## Why triples follow composition while pair correlation follows electron count

Electron correlation can be counted at two levels. Second-order theory (MP2) adds up contributions from pairs of electrons, and the largest come from electrons that share an orbital or sit in neighbouring ones. Each further electron pair of a similar kind therefore adds a similar amount. The (T) correction describes three electrons excited together. It also grows with the molecule, but its growth depends on how readily three electrons in the same neighbourhood can be excited. The ratio of the two need not change with size at all, and what moves it is the kind of material added.

Small gas-phase molecules of C, F, H and N, computed with Ansatz 0.2.0 at PBE0-D4/def2-TZVP geometries. MP2, CCSD and CCSD(T) use a restricted Hartree–Fock reference, the def2-SVP basis and frozen 1s cores on C, N and F; the gaps are PBE-D4/def2-TZVPP orbital gaps. In the bond counts, - marks a single bond and = a double bond.

```tsv
SMILES	formula	heavy atoms	bonds C-F	bonds H-N	bonds H-C	bonds C=N	point group	correlated electrons	MP2 correlation (eV)	CCSD less MP2 (eV)	(T) (eV)	(T) over CCSD correlation (%)	T1 diagnostic	PBE gap (eV)
N=CF	CH2FN	3	1	1	1	1	Cs	18	-12.99	-0.49	-0.374	2.77	0.0134	5.86
N=C(N)F	CH3FN2	4	1	3	0	1	C1	24	-17.47	-0.59	-0.507	2.81	0.0127	6.15
N=CC(F)F	C2H3F2N	5	2	1	2	1	Cs	30	-21.49	-0.83	-0.576	2.58	0.0117	4.57
C=CC(=N)F	C3H4FN	5	1	1	3	1	Cs	28	-20.00	-0.96	-0.696	3.32	0.0131	4.54
FC1=CCN1	C3H4FN	5	1	1	3	0	C1	28	-20.24	-0.86	-0.683	3.24	0.0117	5.29
NC1(F)C=C1	C3H4FN	5	1	2	2	0	Cs	28	-20.20	-0.85	-0.663	3.15	0.0102	4.71
```

The first part of the count holds closely. MP2 correlation is between 0.71 and 0.73 eV per correlated electron in every row, although the mixture of elements changes. This evenness belongs partly to the small def2-SVP basis. A larger one is expected to recover more pair correlation, above all around compact atoms such as fluorine. Correlated electrons are those outside the frozen cores. The (T) energy per electron varies far more, from 19 to 25 meV. `N=CC(F)F` has the most correlated electrons and the lowest (T) share, by which I mean (T) over the CCSD correlation energy. The three isomers of C3H4FN have the highest shares.

### What each added piece brings

`N=CF` serves as the parent. The other formulas differ from it by NH, by CHF or by C2H2, and subtracting the parent shows what the extra electrons contribute. In (T) they bring about 22 meV each for NH, 17 meV for CHF and 29 to 32 meV for C2H2. The same subtraction in MP2 gives nearly equal amounts per added electron. These are differences between whole molecules, so they include changes in the old bonds and, in two of the rows, a turned imine N–H bond.

The shares now follow as in mixing two liquids. The parent has a share of 2.8 %. The CHF piece comes in at 2.3 % and pulls the mixture down, while C2H2 comes in at about 4 % and pulls it up. NH lies close to the parent and hardly changes it. To guess the direction for a related molecule in the same basis, one asks whether the added piece is richer or poorer in triples than what was there before.

### Why fluorine adds few triples here

One limiting case separates pairs from triples completely. In a set of helium atoms far apart, every atom has pair correlation, but none has three electrons to excite together. MP2 then grows with the number of atoms while (T) stays zero. Triples thus need several electron pairs close to each other, and in a molecule the question becomes how easily such neighbours are excited.

Neon-like ions, which all have ten electrons around one nucleus, show what tight binding does. Let a growing nuclear charge shrink the orbitals by a factor $\lambda$. The repulsion $V$ between electrons grows as $\lambda$, and at high charge the excitation energies $\Delta$ grow as $\lambda^2$. The second-order energy and the leading triples energy, which is of fourth order, then scale as

$$E_2\sim\frac{V^2}{\Delta}\sim\lambda^0,\qquad E_{(T)}\sim\frac{V^4}{\Delta^3}\sim\lambda^{-2}.$$

Tighter binding leaves the pair energy almost unchanged but suppresses the triples. The table shows a contrast of the same kind between MP2 and (T). The analogy gives only a direction, because these ions have no bonds and fluorine in a molecule is not at the limit of high charge.

The orbital energies of the same molecules fit this picture. In PBE, each fluorine atom goes with one valence level near −30 eV, while the other valence levels lie above −25 eV. Seven of the twelve valence electrons in the CHF piece come from fluorine, and two of them fill such a deep level. The C2H2 piece brings no level of this kind, and it also adds a double bond or a ring. The basis set offers a second reason, which may weigh as much. In def2-SVP the CHF piece brings 25 empty orbitals for its six correlated occupied ones, NH brings 15 for three and C2H2 brings 31 for five. The supply per occupied orbital thus rises in the same order as the triples. Only a larger basis could show how much of the low fluorine contribution is due to tight binding.

### A model with two kinds of atom

The simplest model that treats fluorine separately assigns one amount of (T) to each heavy atom other than fluorine, with its hydrogens included, and another to each fluorine atom:

$$|E_{(T)}|\approx a\,n_{\mathrm{C,N}}+b\,n_{\mathrm F}.$$

Here $n_{\mathrm{C,N}}$ counts carbon and nitrogen atoms and $n_{\mathrm F}$ counts fluorine atoms. A least-squares fit to all six rows gives $a=0.156$ eV and $b=0.054$ eV. For `C=CC(=N)F`, with four carbon and nitrogen atoms and one fluorine, the estimate is $4\times0.156+0.054=0.678$ eV. The calculation gives 0.696 eV. This row was part of the fit and is the one that the model describes worst.

When each row is left out in turn, the model misses it by typically 0.016 eV, a few per cent of (T). Electron count alone misses by about 0.07 eV. A third fit, which combines electron count with the number of rings and double bonds, reaches about 0.02 eV and is nearly as good. In these molecules, more carbon comes together with more unsaturation, so the fits cannot decide which of the two raises the triples. The value of $b$ is not a property of a fluorine atom either: every row has at least one fluorine and only one row has two, so $b$ acts partly as a constant. The output after this text lists all three fits.

### Why gap and T1 are poor guides

One might read a small gap as a sign of large triples. `N=CC(F)F` and `C=CC(=N)F` contradict this reading, since their PBE gaps, computed in the larger def2-TZVPP basis, agree within 0.03 eV while their (T) shares are the lowest and the highest of the table. The gap is the distance between one occupied and one empty level. The triples energy is a sum over many combinations of three occupied and three empty orbitals, and most of them do not involve that one pair of levels.

The T1 diagnostic fails for a different reason. It measures the weight of single excitations, which mainly tell how far the Hartree–Fock orbitals would still adjust. `N=CF` has the highest T1, 0.0134, but the second-lowest (T) share. An adjustment of the orbitals and the joint motion of three electrons are different things, and one can be large without the other.

### The isomers and the irregular open chain

For the three isomers the counting model gives a single value, because they contain the same atoms. Their (T) energies indeed differ by only 0.03 eV, a spread that a larger basis might change. `C=CC(=N)F` has two conjugated double bonds, while each ring has only one double bond. Conjugation is therefore not needed for a high share. Perhaps the strained ring bonds, whose electrons are more easily excited than those of ordinary single bonds, take the place of the second double bond; the numbers here do not test this.

The open chain is irregular in another way. It has the largest (T) energy of all rows and the largest gain from MP2 to CCSD, yet the smallest total correlation of the three isomers. Its deficit relative to the four-membered ring `FC1=CCN1` is 0.24 eV in MP2 but only 0.14 eV in CCSD(T). Relative to the three-membered ring `NC1(F)C=C1` it shrinks from 0.20 to 0.06 eV. MP2 thus makes the open chain too unfavourable by 0.10 and 0.14 eV, measured against CCSD(T) in the same basis.

Most of this repair already comes with CCSD, so the fault lies mainly in how MP2 treats pairs. Theory offers a likely reason. In a π bond the two electrons avoid each other by staying at opposite ends, and this motion needs only a modest excitation energy. MP2 counts it once, in second order, whereas CCSD lets the pair excitations act on one another and strengthen it. The open chain has two such bonds and each ring has one, which agrees with the larger correction for the chain.

The same row carries a warning that its restricted reference is unstable. The Hartree–Fock energy can be lowered by letting spin-up and spin-down electrons occupy different orbitals, as can happen when electrons in π bonds tend to separate. This does not mean that CCSD(T) has failed. A full-CI correction in a small space of eight electrons and eight orbitals is only about −0.002 eV. That is reassuring for the electrons in this space, though it does not prove the accuracy of the whole correlation energy.

The analysis program printed:

```
Correlation per electron and per electron added to the first row:
         row  MP2 per electron (eV)  (T) per electron (meV)  added electrons  MP2 per added electron (eV)  (T) per added electron (meV)  (T) share of added CCSD correlation (%)
        N=CF                 0.7217                   20.78                0                            0                             0                                        0
     N=C(N)F                 0.7279                   21.12                6                       0.7467                         22.17                                    2.904
    N=CC(F)F                 0.7163                    19.2               12                       0.7083                         16.83                                    2.289
   C=CC(=N)F                 0.7143                   24.86               10                        0.701                          32.2                                    4.309
    FC1=CCN1                 0.7229                   24.39               10                        0.725                          30.9                                    4.054
  NC1(F)C=C1                 0.7214                   23.68               10                        0.721                          28.9                                    3.819
fit of triples on 6 rows: coefficient of nonF -0.156 +/- 0.0044, coefficient of n_C_F -0.05401 +/- 0.012; rms 0.012, worst C=CC(=N)F 0.0178, leave-one-out rms 0.016
fit of triples on 6 rows: coefficient of ncorr -0.02248 +/- 0.00098; rms 0.0579, worst N=CC(F)F -0.0985, leave-one-out rms 0.072
fit of triples on 6 rows: coefficient of ncorr -0.01506 +/- 0.0011, coefficient of unsat -0.1284 +/- 0.018; rms 0.016, worst N=CF -0.0255, leave-one-out rms 0.0214
Deficit of the open-chain isomer to the ring with N in the ring, MP2 (eV): 0.24
The same deficit, CCSD (eV): 0.1485
The same deficit, CCSD(T) (eV): 0.1355
Deficit of the open-chain isomer to the ring with an amino group, MP2 (eV): 0.2
The same deficit to the amino ring, CCSD (eV): 0.09474
The same deficit to the amino ring, CCSD(T) (eV): 0.06174
MP2 error in the energy difference to the ring with N in the ring, size (eV): 0.1045
MP2 error in the energy difference to the amino ring, size (eV): 0.1383
Spread of (T) among the three isomers (eV): 0.033
```
